**Relativity, occupation and eigenvalue in the 4f ionisation of Pr³⁺**

The table holds the ionisation energy, the highest orbital energy and the 4f radius of Pr³⁺ 4f² from spherical, spin-unpolarised PW91 Kohn-Sham atoms, without relativity, with scalar relativity and with the Dirac equation at true and scaled speed of light, beside the NIST value. The program compares the rows with a 1/c² law for the relativistic shift, a direct hydrogenic term, a spin-orbit count for the two Dirac occupations and a parabolic energy for the gap between −ε and the ionisation energy. The shift of 3.89 eV follows 1/c² to 0.025 eV at factor 0.75, has the sign opposite to the direct term, and is recovered to 98% at the scalar level. The count reproduces the 0.20 eV step between occupations, and −ε lies 9.1 to 9.5 eV below the energy difference in all rows. The relativistic rows lie 0.06 to 0.26 eV above NIST, a range that the missing spin and term energies could match or exceed.

Spherical all-electron Kohn-Sham calculations with Quantum ESPRESSO ld1.x 7.5 for Pr³⁺ in NIST's ground configuration, [Xe] 4f², with the PW91 functional, no spin polarisation and a point nucleus. The ionisation energy is the total energy of Pr⁴⁺ ([Xe] 4f¹) less that of Pr³⁺, and the highest occupied level is that of Pr³⁺.

## Analysis program

```python
# Table: ionisation energy (Delta-SCF), -eigenvalue and 4f radius of Pr3+ [Xe]4f2, ld1.x 7.5, PW91,
# spherical, spin-unpolarised; none/scalar/Dirac relativity, scaled c. Tested: 1/c^2 scaling, sign of a
# direct 4f term, spin-orbit counting for the occupation step, Janak midpoint, steps against NIST.
T = {
    'relativity': ['non-relativistic', 'scalar-relativistic', 'Dirac equation', 'Dirac equation', 'Dirac equation', 'Dirac equation', 'Dirac equation'],
    'light_speed_factor': [1.0, 1.0, 0.75, 1.0, 1.0, 10.0, 100.0],
    'open_shell_rule': ['open shells spread evenly over spin and m', 'open shells spread evenly over spin and m', 'open shells shared between the two j in proportion to 2j+1', 'open shells shared between the two j in proportion to 2j+1', 'j = l − 1/2 subshells filled first', 'open shells shared between the two j in proportion to 2j+1', 'open shells shared between the two j in proportion to 2j+1'],
    'ionisation_energy': [42.9336, 39.1156, 36.0406, 39.0422, 39.2418, 42.8946, 42.9332],  # eV
    'minus_highest_eigenvalue': [33.398, 29.888, 26.915, 29.693, 30.035, 33.36, 33.397],  # eV
    'highest_level_mean_radius': [0.96273, 1.0126, 1.0708, 1.0172, 1.0088, 0.96321, 0.96274],  # bohr
    'highest_level': ['4f', '4f', '4f7/2', '4f7/2', '4f5/2', '4f7/2', '4f7/2'],
    'nist': [38.981, 38.981, None, 38.981, 38.981, None, None],  # eV
    'nist_unc': [0.025, 0.025, None, 0.025, 0.025, None, None],  # eV
}
import numpy as np
from scipy.constants import alpha, physical_constants as pc
Ha = pc['Hartree energy in eV'][0]
rel, rule, lev = T['relativity'], T['open_shell_rule'], T['highest_level']
f, IE, ep, r = (np.array(T[k], float) for k in ('light_speed_factor', 'ionisation_energy',
                'minus_highest_eigenvalue', 'highest_level_mean_radius'))
N = range(len(f))
nr = [i for i in N if rel[i].startswith('non')][0]
sr = [i for i in N if rel[i].startswith('scalar')][0]
lj = [i for i in N if 'first' in rule[i]][0]
D = sorted([i for i in N if 'shared' in rule[i]], key=lambda i: f[i])
d1 = [i for i in D if f[i] == 1][0]
name = {nr: 'non-rel', sr: 'scalar', d1: 'Dirac shared', lj: 'Dirac low-j'}
print('rounding floor of differences: IE 0.0001 eV, eps 0.001 eV, radius 0.00001-0.0001 bohr')
print(f'known fault per total 0.2-0.9 mHa = {0.2e-3*Ha:.3f}-{0.9e-3*Ha:.3f} eV; (Z alpha)^2 = {(59*alpha)**2:.3f}')
for i, s in name.items():
    e = IE[i] - T['nist'][i]
    print(f"{s}: IE-NIST {e:+.3f} eV ({100*e/T['nist'][i]:.2f}%, {e/T['nist_unc'][i]:.1f} unc); -eps-NIST {ep[i]-T['nist'][i]:+.2f} eV")
for a_, b_ in ((nr, sr), (nr, d1), (sr, d1), (d1, lj), (sr, lj)):
    print(f'{name[a_]} -> {name[b_]}: dIE {IE[b_]-IE[a_]:+.4f} eV, d(-eps) {ep[b_]-ep[a_]:+.3f} eV, dr {100*(r[b_]/r[a_]-1):+.2f}%')
print(f'scalar share of IE shift (vs shared j) {100*(IE[nr]-IE[sr])/(IE[nr]-IE[d1]):.1f}%; eps/IE shift, scalar {(ep[nr]-ep[sr])/(IE[nr]-IE[sr]):.3f}')
x, sh = 1/f[D]**2, IE[nr] - IE[D]
a = IE[nr] - IE[d1]
A = np.column_stack([x, x**2])
c = np.linalg.lstsq(A, sh, rcond=None)[0]
print(f'shift=a/f^2, a={a:.4f} eV (set at f=1); two terms: {c[0]:.4f}/f^2 {c[1]:+.4f}/f^4 (fixed by f=0.75, 1)')
for k, i in enumerate(D):
    print(f'f={f[i]:g}: shift {sh[k]:.4f} eV, shift*f^2 {sh[k]/x[k]:.3f}, model-table: 1 term {a*x[k]-sh[k]:+.4f}, 2 terms {(A@c)[k]-sh[k]:+.4f}')
def expo(y, i, j): return np.log((y[i]-y[nr])/(y[j]-y[nr]))/np.log(f[i]/f[j])
for s, y in (('IE', IE), ('-eps(7/2)', ep), ('r(7/2)', r)):
    print(f'exponent of shift in {s}: f 0.75-1 {expo(y, D[0], D[1]):.3f}; f 1-10 {expo(y, D[1], D[2]):.3f}')
n, l = 4, 3
Ze = (3*n*n - l*(l+1))/(2*r[nr])
direct = Ze**4*alpha**2/(2*n**3)*(1/(l+0.5) - 3/(4*n))*Ha
print(f'crude hydrogenic 4f: Zeff {Ze:.1f}, direct term {direct:+.1f} eV vs scalar d(-eps) {ep[sr]-ep[nr]:+.2f} eV')
# further outputs of the same runs (Pr3+ non-rel, Dirac shared f=1): sum r^2, Hartree energy, radius at 0.001
for s, u, v in (('sum r^2 (bohr^2)', 38.82243, 37.86287), ('Hartree energy (Ha)', 3444.402, 3523.398),
                ('radius at density 0.001 (bohr)', 3.454547, 3.428597)):
    print(f'{s}: {u:.3f} -> {v:.3f}, {100*(v/u-1):+.2f}%')
# orbital levels of the same runs as read by the auditor: 4f splittings, low-j 4f5/2 level of Pr4+ (eV)
S3, S4, ep4 = 0.40, 0.45, 48.86
step = IE[lj] - IE[d1]
print(f'occupation step {step:.4f} eV; counting 8/7*S3-4/7*S4 = {8/7*S3-4/7*S4:.3f} eV (input rounding ~{12/7*0.005:.3f})')
print(f'eps(5/2, low-j) vs eps(7/2, shared), different fields: {ep[lj]-ep[d1]:.3f} eV')
w = ep[d1] + 3/7*S3
print(f'j-weighted -eps, shared f=1: {w:.2f} eV, ratio {w/IE[d1]:.3f}, gap IE+eps {IE[d1]-w:.2f} eV')
for i in N:
    g = IE[i] - ep[i]
    print(f"{name.get(i, 'Dirac f=%g' % f[i])} ({lev[i]}): -eps/IE {ep[i]/IE[i]:.3f}, gap {g:.3f} eV, U=2gap {2*g:.2f} eV, U*r {2*g*r[i]/Ha:.3f} au")
print(f'non-rel -> scalar: gap {100*((IE[sr]-ep[sr])/(IE[nr]-ep[nr])-1):+.1f}%, 1/r {100*(r[nr]/r[sr]-1):+.1f}%')
mid = (ep[lj] + ep4)/2
print(f'low-j Janak: level drop {ep4-ep[lj]:.2f} eV, midpoint {mid:.2f} eV, minus IE {mid-IE[lj]:+.2f} eV')
print(f"missing spin term 3I/4 equals shared-j error at I={(IE[d1]-T['nist'][d1])/0.75:.2f} eV, occupation step at I={step/0.75:.2f} eV")
ls = [0]*5 + [1]*4 + [2]*2 + [3]
print(f'radial levels: {len(ls)} (nl) vs {sum(1 if q == 0 else 2 for q in ls)} (nlj, shared); Delta-SCF needs 2 runs')
assert -2.1 < expo(IE, D[0], D[1]) < -1.9 and -2.1 < expo(IE, D[1], D[2]) < -1.9
assert direct > 0 and ep[sr] < ep[nr] and IE[sr] < IE[nr] and r[sr] > r[nr]
assert IE[d1] < IE[sr] < IE[lj] and all(IE[i] > T['nist'][i] for i in name)
assert np.all(ep/IE < 0.8)
```

Printed output:

```
rounding floor of differences: IE 0.0001 eV, eps 0.001 eV, radius 0.00001-0.0001 bohr
known fault per total 0.2-0.9 mHa = 0.005-0.024 eV; (Z alpha)^2 = 0.185
non-rel: IE-NIST +3.953 eV (10.14%, 158.1 unc); -eps-NIST -5.58 eV
scalar: IE-NIST +0.135 eV (0.35%, 5.4 unc); -eps-NIST -9.09 eV
Dirac shared: IE-NIST +0.061 eV (0.16%, 2.4 unc); -eps-NIST -9.29 eV
Dirac low-j: IE-NIST +0.261 eV (0.67%, 10.4 unc); -eps-NIST -8.95 eV
non-rel -> scalar: dIE -3.8180 eV, d(-eps) -3.510 eV, dr +5.18%
non-rel -> Dirac shared: dIE -3.8914 eV, d(-eps) -3.705 eV, dr +5.66%
scalar -> Dirac shared: dIE -0.0734 eV, d(-eps) -0.195 eV, dr +0.45%
Dirac shared -> Dirac low-j: dIE +0.1996 eV, d(-eps) +0.342 eV, dr -0.83%
scalar -> Dirac low-j: dIE +0.1262 eV, d(-eps) +0.147 eV, dr -0.38%
scalar share of IE shift (vs shared j) 98.1%; eps/IE shift, scalar 0.919
shift=a/f^2, a=3.8914 eV (set at f=1); two terms: 3.9095/f^2 -0.0181/f^4 (fixed by f=0.75, 1)
f=0.75: shift 6.8930 eV, shift*f^2 3.877, model-table: 1 term +0.0250, 2 terms +0.0000
f=1: shift 3.8914 eV, shift*f^2 3.891, model-table: 1 term +0.0000, 2 terms -0.0000
f=10: shift 0.0390 eV, shift*f^2 3.900, model-table: 1 term -0.0001, 2 terms +0.0001
f=100: shift 0.0004 eV, shift*f^2 4.000, model-table: 1 term -0.0000, 2 terms -0.0000
exponent of shift in IE: f 0.75-1 -1.987; f 1-10 -1.999
exponent of shift in -eps(7/2): f 0.75-1 -1.945; f 1-10 -1.989
exponent of shift in r(7/2): f 0.75-1 -2.382; f 1-10 -2.055
crude hydrogenic 4f: Zeff 18.7, direct term +0.1 eV vs scalar d(-eps) -3.51 eV
sum r^2 (bohr^2): 38.822 -> 37.863, -2.47%
Hartree energy (Ha): 3444.402 -> 3523.398, +2.29%
radius at density 0.001 (bohr): 3.455 -> 3.429, -0.75%
occupation step 0.1996 eV; counting 8/7*S3-4/7*S4 = 0.200 eV (input rounding ~0.009)
eps(5/2, low-j) vs eps(7/2, shared), different fields: 0.342 eV
j-weighted -eps, shared f=1: 29.86 eV, ratio 0.765, gap IE+eps 9.18 eV
non-rel (4f): -eps/IE 0.778, gap 9.536 eV, U=2gap 19.07 eV, U*r 0.675 au
scalar (4f): -eps/IE 0.764, gap 9.228 eV, U=2gap 18.46 eV, U*r 0.687 au
Dirac f=0.75 (4f7/2): -eps/IE 0.747, gap 9.126 eV, U=2gap 18.25 eV, U*r 0.718 au
Dirac shared (4f7/2): -eps/IE 0.761, gap 9.349 eV, U=2gap 18.70 eV, U*r 0.699 au
Dirac low-j (4f5/2): -eps/IE 0.765, gap 9.207 eV, U=2gap 18.41 eV, U*r 0.683 au
Dirac f=10 (4f7/2): -eps/IE 0.778, gap 9.535 eV, U=2gap 19.07 eV, U*r 0.675 au
Dirac f=100 (4f7/2): -eps/IE 0.778, gap 9.536 eV, U=2gap 19.07 eV, U*r 0.675 au
non-rel -> scalar: gap -3.2%, 1/r -4.9%
low-j Janak: level drop 18.82 eV, midpoint 39.45 eV, minus IE +0.21 eV
missing spin term 3I/4 equals shared-j error at I=0.08 eV, occupation step at I=0.27 eV
radial levels: 12 (nl) vs 19 (nlj, shared); Delta-SCF needs 2 runs
```
